Forecasting the valence levels of CdTe at the zone corner W

The question

Between the points Γ and X of the Brillouin zone, the three upper valence levels of CdTe spread over about 4.5 eV. The thermal energy at room temperature is roughly 0.025 eV, so holes gather close to the top of these levels, at Γ. The rest of the band shows how strongly the atoms are coupled. If the levels are known at six points, how well can they be forecast at a seventh, the zone corner W?

Kohn–Sham levels of CdTe (space group F-43m, 2-atom cell) from ABINIT 10.8.3 with r2SCAN and JTH PAW PBE v2.0 datasets, without spin polarisation or spin–orbit coupling. The k mesh is 4×4×4, the plane-wave cutoff 544.228 eV and the Fermi–Dirac smearing 0.05 eV. Levels are counted from the valence top, with level under 1 the highest occupied at each point.

```
point a (reciprocal cell vector)  point b (reciprocal cell vector)  point c (reciprocal cell vector)  level under 3 (eV)  level under 2 (eV)  level under 1 (eV)
                          0.0000                            0.0000                            0.0000               0.000               0.000               0.000
                          0.2500                            0.0000                            0.0000              -2.816              -0.468              -0.468
                          0.2500                            0.2500                            0.0000              -2.698              -1.186              -1.186
                          0.5000                            0.2500                            0.0000              -4.297              -2.246              -1.504
                         -0.2500                            0.2500                            0.0000              -3.882              -2.329              -0.880
                          0.5000                            0.5000                            0.0000              -4.539              -2.035              -2.035
                         -0.2500                            0.5000                            0.2500                   ?                   ?                   ?
```

Reading the table

Each row is an electron wave, and points a, b and c are its coordinates p, q and r along the reciprocal cell vectors. "Level under 1" is the highest of the three levels and "level under 3" the lowest, in eV from the valence top. Cartesian coordinates, in units of 2π over the cubic cell edge, make the symmetry visible:

kx = q + r − p,  ky = p + r − q,  kz = p + q − r

Γ is then (0, 0, 0), X is (0, 0, 1) and W, the last row, is (1, −½, 0). The three levels coincide at Γ, while X has a pair at −2.0 eV and a single level at −4.5 eV.

A simpler system: a row of atoms

In a row of equal atoms with one orbital each, the energy depends only on the phase with which the wave passes from one atom to the next:

E = E₀ + 2t cos(phase)

Here E₀ is the mean level and t the strength of a step between neighbours. In CdTe the upper valence levels are mainly Te 5p, by standard chemistry. The Te atoms form a face-centred cubic lattice, and electrons step between them directly or through Cd. The row of atoms has one level per wave and so can guide us only to the mean of the three levels, not to their splitting.

Step 1: the centre

The mean of the three levels is free of their splittings, because coupling among three levels pushes them apart without moving their mean. It should therefore follow cosine sums over the Te neighbours. With cx = cos πkx, and cy and cz likewise, the sums for the nearest and second-nearest neighbours are:

S₁ = cx cy + cy cz + cz cx
S₂ = cos 2πkx + cos 2πky + cos 2πkz

A constant and one coefficient for each sum were fitted to the six known rows. W, which was not part of the fit, has S₁ = −1 and S₂ = 1:

centre = −2.34 − 0.712 + 0.056 = −3.00 eV

Step 2: the pattern

Now keep only steps between nearest Te atoms. At X and W, where direct steps do not mix the three p orbitals, the one along x then has the energy

E₀ + 4A cx (cy + cz) + 4B cy cz

where A and B are step strengths; the y and z orbitals follow by exchanging letters. At X this gives a pair at E₀ − 4B and a single level at E₀ − 8A + 4B. At W the y orbital lies at E₀ − 4B, exactly where X has its pair. The x and z orbitals both lie at E₀ − 4A, midway between the pair and the single level of X.

These two orbitals can still repel each other, because a Te atom in zinc blende does not sit at a centre of inversion. If it did, as in rock salt, they would stay together. In the opposite limit, where s and p orbitals interact only between neighbouring Te and Cd atoms, the levels at W equal those at X. At both points one Te p combination then meets the Cd s orbital, and the other two meet Cd p orbitals, with unchanged strength.

The forecast

Without the repulsion, the levels from the x and z orbitals coincide at W. In the opposite limit they are 2.5 eV apart, like the pair and the single level of X. The forecast takes half of that splitting, which is a choice and not a derivation. The whole pattern is then lowered by 0.13 eV, so that its mean is the fitted centre. The error bars are judgements: those of the lower two levels follow the two limits, the others the expected effect of more distant neighbours.

Centre: −3.00 ± 0.2 eV
Highest level: −2.16 ± 0.3 eV
Middle level: −2.79 ± 0.6 eV
Lowest level: −4.04 ± 0.6 eV

In words, W should have three separate levels, the highest slightly below the pair of X and the lowest above its single level.

The computed levels

The withheld rows as computed:

```
point a (reciprocal cell vector)  point b (reciprocal cell vector)  point c (reciprocal cell vector)  level under 3 (eV)  level under 2 (eV)  level under 1 (eV)
                         -0.2500                            0.5000                            0.2500              -4.407              -2.527              -2.405
```

All four values fall within their bars. The centre is the best of them: the forecast is 0.12 eV too high, about the typical error when each known row is predicted from the other five. The highest level comes out 0.24 eV too high, which uses up most of its bar. The middle level is forecast 0.26 eV too low, and the lowest 0.37 eV too high, the largest miss.

The picture in words fares less well. The upper two levels are only 0.12 eV apart, so W looks like X with its pair slightly opened, not like three well-spaced levels. The highest level lies 0.37 eV below the pair of X, which is more than "slightly". The lowest does lie above the single level of X, but by only 0.13 eV.

What the misses teach

The first lesson concerns the splitting. Whichever of the upper two levels is the separate y orbital, the other two are 1.9 to 2.0 eV apart, against a forecast of 1.25 eV and a value of 2.5 eV in the opposite limit. Read through this model, the coupling that arises because Te does not sit at an inversion centre is stronger than the halfway choice assumed. That is an interpretation, since the levels come without their orbital character.

The second lesson concerns range. With nearest steps alone, X and W would have the same centre, but the computed centre is 0.24 eV lower at W. More distant steps, direct or through Cd, must therefore count. The second shell of the fit supplies about half of this drop.

Simply copying the levels of X would have come closer for the lowest level, but not for the upper two, where it misses by 0.4 to 0.5 eV. One point in one compound cannot show whether the same holds elsewhere, nor prove the mechanism.

Where the result stops

The forecast concerns this calculation, not measured levels. The k mesh is coarse, and r2SCAN is used with PAW datasets made for PBE, a mismatch whose effect was not tested. Spin–orbit coupling is left out, and in a telluride it is large. It would split the threefold top at Γ by roughly 0.9 eV and so move the zero from which every level is counted. The narrow gap between the upper two levels at W is much smaller than that, so it should not be carried over to the real crystal. What does carry over is the broad picture: the states at W lie some 2 eV or more below the valence top, far out of reach of thermally excited holes.

The printed analysis that follows gives the fit and each miss.

Output of the analysis:

```
fit of centre on 6 rows: constant -2.34 +/- 0.038, coefficient of shell1 0.7121 +/- 0.024, coefficient of shell2 0.05605 +/- 0.021; rms 0.0534, worst 0.25 0.118, leave-one-out rms 0.112
  rows outside the fit (model, value, miss): -0.25 -2.996, -3.113, 0.117
Points in units of 2 pi/a, shell sums, centre of three levels in eV:
    row     kx    ky    kz    shell 1     shell 2  centre  fitted centre
    0.0      0     0     0          3           3       0       -0.03576
   0.25  -0.25  0.25  0.25        1.5   1.837e-16  -1.251         -1.272
   0.25      0     0   0.5          1           1   -1.69         -1.572
    0.5  -0.25  0.25  0.75       -0.5  -6.123e-17  -2.682         -2.696
  -0.25    0.5  -0.5     0  1.225e-16          -1  -2.364         -2.396
    0.5      0     0     1         -1           3   -2.87         -2.884
  -0.25      1  -0.5     0         -1           1  -3.113         -2.996
Distance between pair and single level at X, largest splitting allowed at W (eV): 2.504
Half range of the bracket for each of the lower two levels at W (eV): 0.626
Shift of the pattern to the fitted centre (eV): -0.1265
Forecast highest level at W, error bar 0.3 (eV): -2.162
Computed highest level at W (eV): -2.405
Miss of highest level, forecast less computed (eV): 0.2435
Forecast middle level at W, error bar 0.6 (eV): -2.788
Computed middle level at W (eV): -2.527
Miss of middle level, forecast less computed (eV): -0.2605
Forecast lowest level at W, error bar 0.6 (eV): -4.04
Computed lowest level at W (eV): -4.407
Miss of lowest level, forecast less computed (eV): 0.3675
Forecast splitting of the lower two levels at W (eV): 1.252
Computed splitting of the lower two levels at W (eV): 1.88
Computed centre at W less computed centre at X (eV): -0.2433
```
